**Results and discussion: 4d$_{5/2}$ photoemission from Zr to Xe at 8047.8 eV**

The cross section (N5) is the probability, expressed as an area $\sigma$, that a photon removes one electron from the whole 4d$_{5/2}$ subshell. The direction of that electron follows $1+\beta P_2(\cos\theta)+(\delta+\gamma\cos^2\theta)\sin\theta\cos\phi$, with $\theta$ measured from the polarisation and $\phi$ around it from the photon direction. Here $\beta$ is the dipole (E1) anisotropy, and $\gamma$ and $\delta$ come from the interference of dipole and quadrupole (E2) amplitudes, which tilts the emission forward. All four were computed for independent electrons in a Dirac-Hartree-Slater potential.

Radial Dirac-Fock and Kohn-Sham solver 3, Dirac-Hartree-Slater potential with a Latter tail: N5 (4d5/2) photoemission from neutral atoms at photon energy 8047.8 eV, linear polarisation. Cross sections include all multipoles; beta (E1) and gamma, delta (E1-E2 interference) are defined by the distribution 1 + beta P2 + (delta + gamma cos^2 theta) sin theta cos phi.

| species | Z | cross section (N5) (kb) | beta (N5) | gamma (N5) | delta (N5) |
| --- | --- | --- | --- | --- | --- |
| Zr | 40 | 0.001752 | 0.593 | 1.277 | 0.341 |
| Mo | 42 | 0.007308 | 0.627 | 1.304 | 0.326 |
| Tc | 43 | 0.01072 | 0.644 | 1.315 | 0.318 |
| Ru | 44 | 0.01744 | 0.661 | 1.326 | 0.311 |
| Rh | 45 | 0.02517 | 0.678 | 1.335 | 0.304 |
| Pd | 46 | 0.03541 | 0.695 | 1.343 | 0.297 |
| In | 49 | 0.07878 | 0.745 | 1.366 | 0.277 |
| Sn | 50 | 0.09806 | 0.761 | 1.373 | 0.271 |
| I | 53 | 0.1740 | 0.809 | 1.386 | 0.252 |
| Xe | 54 | 0.2062 | 0.825 | 1.388 | 0.246 |

The columns behave in two ways. The cross section grows 118-fold from Zr to Xe in uneven steps: a factor 1.47 from Mo to Tc, 1.63 from Tc to Ru, 1.41 from Rh to Pd. The angular parameters drift without a break, and $\beta$ gains 0.016 to 0.017 per unit of $Z$ whether the 4d shell is filling or full.

**Where the photon is absorbed**

The 4d binding energy is below roughly 0.1 keV (a recalled size), so the electron leaves with nearly the full photon energy, $\omega=k^2/2$ with $k=24.3$ in atomic units, in every row. The photon brings a momentum of only $q=2.16$, and the remainder has to be taken up by the nucleus. The dipole operator in acceleration form, $Z/r^2$, says the same: over the outer lobe of the 4d orbital the fast continuum wave oscillates and the integral cancels, and what survives comes from $r$ of order $l/k$, a tenth of a bohr and somewhat beyond. There the potential is $-Z/r$ screened by the innermost shells, which are filled alike in every row, plus a nearly constant term from the valence electrons, so the shape of the 4d function changes smoothly with $Z$ alone, while the outer atom decides only how much of the normalised orbital lies so deep. Theory thus argues for

$$\sigma = N_{5/2}\;\sigma_{\rm H}(Z)\;S ,$$

with $N_{5/2}$ the occupation, $\sigma_{\rm H}$ the cross section per electron of a hydrogenic 4d level at charge $Z$, and $S$ the squared ratio of inner amplitudes. The angular parameters are ratios of matrix elements, from which $N_{5/2}$ and $S$ cancel. The table bears out the consequence: filling and configuration leave no mark on $\beta$, $\gamma$ or $\delta$ above the rounding.

**The cross section**

For Zr to Rh the open shell is averaged over $j$, which puts 0.6 of the 4d electrons into 4d$_{5/2}$ and resolves no multiplets; in In, Sn and I the averaging concerns 5p only. The same calculations at other, unstated photon energies cannot be set beside this table (the Zr N5 value there is 151.42 kb), but they speak to the occupations. The 4d$_{3/2}$ to 4d$_{5/2}$ ratio is 0.72 to 0.75 in Zr, Tc and Ru, as in closed-shell Pd and Sn, and Pd shows no 5s subshell, which fits 4d$^{10}$. The 4d counts 2, 5, 5, 7, 8, 10 for Zr to Pd are otherwise assumed from the usual ground states. With them, filling supplies a factor 5.0 of the 20-fold rise from Zr to Pd and the value per electron a factor 4.0. The 5.8-fold rise from Pd to Xe owes nothing to filling.

Per electron the rise from Zr to Xe is 23.5-fold, shared almost equally between $\sigma_{\rm H}$ (4.9) and $S$ (4.8). In the Born limit $\sigma_{\rm H}$ would scale as $Z^9$, with $Z^2$ from the operator and $Z^{2l+3}$ from the normalisation. The exact Coulomb result goes as $Z^{5.3}$ over these rows, because the Coulomb parameter $\eta=Z/k$ is near 2 and a plane wave is a poor continuum. $S$ runs from 0.023 to 0.112: screening spreads the real orbital out and leaves a small share near the nucleus, a share that grows as the 4d shell contracts from valence to shallow core. Reading $S$ as an amplitude is an interpretation, since $S$ is obtained by division and also absorbs relativity, the higher multipoles contained in $\sigma$ and any error of the hydrogenic shape. The near-equal split was computed for $n=4$ only and may shift with that choice.

The uneven steps follow the fate of the added electron. A 5s or 5p electron lies mostly outside 4d and hardly screens it, whereas a 4d electron does. From Mo (4d$^5$5s) to Tc (4d$^5$5s$^2$) the proton acts almost unscreened, and $\ln(\sigma/N_{5/2})$ rises by 0.383. From Ru to Rh one d electron arrives and the step is 0.233. From Tc to Ru and from Rh to Pd two arrive, one drawn from 5s, and the steps shrink to 0.150 and 0.118. From Zr to Mo three arrive over two protons, one of them drawn from 5s; the step is still 0.256 per unit of $Z$, above that at Rh, since each proton is a larger relative gain at the start of the shell. The large raw jump at Ru is therefore mostly filling, and per electron it is one of the two smallest steps. After Pd the d count is fixed, and the step per $Z$ decays from 0.267 to 0.170, as each further proton is a smaller relative gain.

Slater's rule puts this into a number, $Z_{\rm eff}=Z-36-0.35(N_d-1)$ for $N_d$ electrons in 4d. A fit of $S=A\,Z_{\rm eff}^{\,b}$ to all ten rows gives $b=1.13$ and an rms error of 2.3% of the tabulated value, against 5.2% for a plain power $Z^{10.5}$ fitted per electron to the same rows, which misses Tc and Pd by about 10% in opposite directions. Both errors lie far above the rounding of $\sigma$, under 0.05%. The Slater fit is low for the 5s$^2$ atoms Zr and Tc, within 1% for the 5s$^1$ atoms and for In to Xe, and 6% high for Pd, whose $S$ equals that of Rh although $Z_{\rm eff}$ has risen. The rule thus understates the effect of configuration; that d electrons screen one another by more than 0.35 is a guess consistent with this pattern. The exponent is empirical. The Fermi-Segrè normalisation at fixed effective quantum number gives $S\propto Z_{\rm eff}^2/Z^2$, a rise of $(14.85/3.65)^2/(54/40)^2\approx 9$, nearly twice the 4.8 found; a fixed effective quantum number is not to be expected of a shell that passes from valence to shallow core, so that estimate gives only the direction. Taking Tc as 4d$^6$5s raises the rms error only to 3.0%, but the steps speak more clearly: Mo, Tc, Ru and Rh would then each differ by one proton and one d electron, yet the three like steps would read 0.20, 0.33 and 0.233. That unevenness points to 4d$^5$5s$^2$, though the count remains inferred.

**The dipole anisotropy**

A d electron leaves as a p or an f wave. With $\rho=R_f/R_p$ the ratio of radial integrals and $D$ the phase difference, the Cooper-Zare formula reads

$$\beta=\frac{2+12\rho^2-36\rho\cos D}{10+15\rho^2}.$$

Near the nucleus the bound radial function $rR_{4d}$ goes as $r^3$, so with the acceleration operator the Born integrals are $\int x^2 j_{l'}(x)\,dx$ with spherical Bessel functions, and their ratio for $l'=3$ and 1 is 4. Then $\beta=(194-144\cos D)/250$, which is 0.2 when the waves are in phase. The Coulomb field pulls the p wave in more than the f wave and gives $D=\arctan(\eta/2)+\arctan(\eta/3)$. A larger $Z$ at fixed photon energy widens $D$, weakens the interference term and raises $\beta$. Screening lowers the kinetic energy in the inner region and weakens the field there, both by amounts that vary with $r$; the model keeps the bare charge and lowers the energy only by the hydrogenic binding energy, $k_{\rm in}^2=2\omega-Z^2/n^2$ with $n=4$, a crude stand-in for both effects.

For Zr, with nothing fitted: $2\omega=24.32^2=591.5$, $k_{\rm in}^2=591.5-1600/16=491.5$, $k_{\rm in}=22.17$ and $\eta=40/22.17=1.80$. Then $D=42.0^\circ+31.0^\circ=73^\circ$, $\cos D=0.291$ and $\beta=(194-41.9)/250=0.608$, against 0.593 in the table. Exact Coulomb integrals move $\rho$ only from 4.26 to 4.38 along the series, so within the model the phase drives the trend. For positive $\rho$ the formula stays below 0.8, the pure f value, unless $\cos D$ falls below $-1/(6\rho)$, about $-0.04$. The tabulated 0.809 and 0.825 of I and Xe exceed it, and these are the two rows where the model's $D$ has passed $90^\circ$. The argument is nonrelativistic, while $(Z\alpha)^2$ reaches 0.155 at Xe and the table refers to one $j$ level, so the excess over 0.8 may owe as much to relativity as to the phase and does not by itself show the crossing.

The exact hydrogenic $\beta$ is 0.028 too high at Zr and closes on the table towards Xe, a total rise of 0.204 against 0.232. The near coincidence at I and Xe should not be taken for accuracy, because the choice of $n$ is a stand-in: the rms deviation is 0.017 for $n=4$, 0.023 for $n=5$ and 0.087 for $n=3$. Direction and rough size of the rise hold for all three.

**The nondipole terms**

The scale of $\gamma$ and $\delta$ is the electron speed, $v/c=0.177$ in every row, times angular factors; for an s level in the Born limit $\gamma=12\,v/c\approx 2.1$. Values of $\gamma$ near 1.3 are thus normal at this energy, and the slow drift must come from the phases and radial ratios with which p and f waves meet the quadrupole s, d and g waves. The hydrogenic model with the operator $z+i(q/2)xz$ reproduces the signs, the sizes, the steady fall of $\delta$ and the flattening of $\gamma$, whose step per $Z$ drops from 0.0135 to 0.002. It places $\gamma$ 0.05 to 0.08 too high and $\delta$ 0.01 to 0.03 too low in every row. Its $\gamma$ levels off at I, so the small step to Xe can be read as the approach to a broad maximum of an interference term and needs no closed 5p shell, though the position of that maximum moves strongly with $n$. Which pair of waves causes it was not separated. Screened phases and relativity are the likely sources of the offsets. Row-by-row values are in the output below.

These are first-order terms only, and with $\gamma$ this large the omitted second-order terms may alter a real angular distribution, as may coupling of the weak 4d channel to other subshells, which an independent-electron potential lacks. Within this level of theory, a neighbouring element's $\beta$, $\gamma$ and $\delta$ can be interpolated in $Z$ alone, whereas its cross section should be divided by the 4d$_{5/2}$ occupation first and expected to step up most where the new electron avoids the 4d shell and least where a 5s electron drops into it.

Numerical output:

```
k=24.32 au, v/c=0.177, q=2.158 au, (Z alpha)^2=0.085-0.155; rounding: angular 0.0005, sigma <0.05%
model check near Born limit (Z=2): beta=0.201, Rf/Rp=4.00 (theory 0.2, 4)
row  eta  cosD Rf/Rp | beta tab,hyd4d,ratio-4 formula | gamma tab,hyd | delta tab,hyd
Zr 1.80 +0.291 4.26 | 0.593 0.621 0.608 | 1.277 1.358 | 0.341 0.328
Mo 1.91 +0.237 4.28 | 0.627 0.651 0.640 | 1.304 1.384 | 0.326 0.311
Tc 1.97 +0.210 4.29 | 0.644 0.666 0.655 | 1.315 1.395 | 0.318 0.303
Ru 2.03 +0.183 4.30 | 0.661 0.681 0.671 | 1.326 1.404 | 0.311 0.295
Rh 2.09 +0.156 4.31 | 0.678 0.695 0.686 | 1.335 1.413 | 0.304 0.286
Pd 2.15 +0.129 4.32 | 0.695 0.710 0.702 | 1.343 1.421 | 0.297 0.278
In 2.33 +0.048 4.34 | 0.745 0.754 0.748 | 1.366 1.437 | 0.277 0.255
Sn 2.40 +0.021 4.35 | 0.761 0.768 0.764 | 1.373 1.440 | 0.271 0.247
I  2.60 -0.058 4.37 | 0.809 0.810 0.809 | 1.386 1.443 | 0.252 0.225
Xe 2.67 -0.084 4.38 | 0.825 0.824 0.824 | 1.388 1.442 | 0.246 0.218
n=3 rms beta,gamma,delta 0.087 0.094 0.028; Zr->Xe change +0.237 +0.004 -0.117
n=4 rms beta,gamma,delta 0.017 0.073 0.020; Zr->Xe change +0.204 +0.083 -0.110
n=5 rms beta,gamma,delta 0.023 0.061 0.016; Zr->Xe change +0.188 +0.107 -0.107
table Zr->Xe change beta,gamma,delta +0.232 +0.111 -0.095
beta step/Z x1000: 17.0 17.0 17.0 17.0 17.0 16.7 16.0 16.0 16.0 | worst n=4 Zr +0.028
gamma step/Z x1000: 13.5 11.0 11.0 9.0 8.0 7.7 7.0 4.3 2.0 | worst n=4 Zr +0.081
delta step/Z x1000: -7.5 -8.0 -7.0 -7.0 -7.0 -6.7 -6.0 -6.3 -6.0 | worst n=4 Xe -0.028
row occ  sigma/e[kb] dln/dZ  hyd[kb]   S   Zeff  err% Slater  err% Z^a
Zr 1.2 0.00146 nan 0.0627 0.0233 3.65 -1.8 +3.1
Mo 3.0 0.00244 0.256 0.0823 0.0296 4.60 +0.2 +3.2
Tc 3.0 0.00357 0.383 0.0937 0.0381 5.60 -3.0 -9.9
Ru 4.2 0.00415 0.150 0.1061 0.0391 5.90 +0.3 -1.2
Rh 4.8 0.00524 0.233 0.1198 0.0438 6.55 +0.9 -0.9
Pd 6.0 0.00590 0.118 0.1347 0.0438 6.85 +6.0 +10.9
In 6.0 0.01313 0.267 0.1877 0.0700 9.85 -0.0 -3.1
Sn 6.0 0.01634 0.219 0.2083 0.0785 10.85 -0.6 -3.7
I  6.0 0.02900 0.191 0.2797 0.1037 13.85 -1.0 +0.1
Xe 6.0 0.03437 0.170 0.3070 0.1120 14.85 -0.8 +2.8
S=A Zeff^b: A=0.00531 b=1.13 rms 2.3% worst Pd; Z^a: a=10.52 rms 5.2% worst Pd
exponent in Z: hydrogenic sigma 5.28, S 5.24
if Tc were 4d6: sigma/e 0.00298 kb, Slater b=1.14 rms 3.0%, Tc err +6.4% (4d5: -3.0%)
Zr->Pd factors: total 20.2 = filling 5.0 x per-electron 4.04 (hydrogenic 2.15 x S 1.88)
Pd->Xe factors: total 5.8 = filling 1.0 x per-electron 5.82 (hydrogenic 2.28 x S 2.56)
Zr->Xe factors: total 117.7 = filling 5.0 x per-electron 23.54 (hydrogenic 4.89 x S 4.81)
```
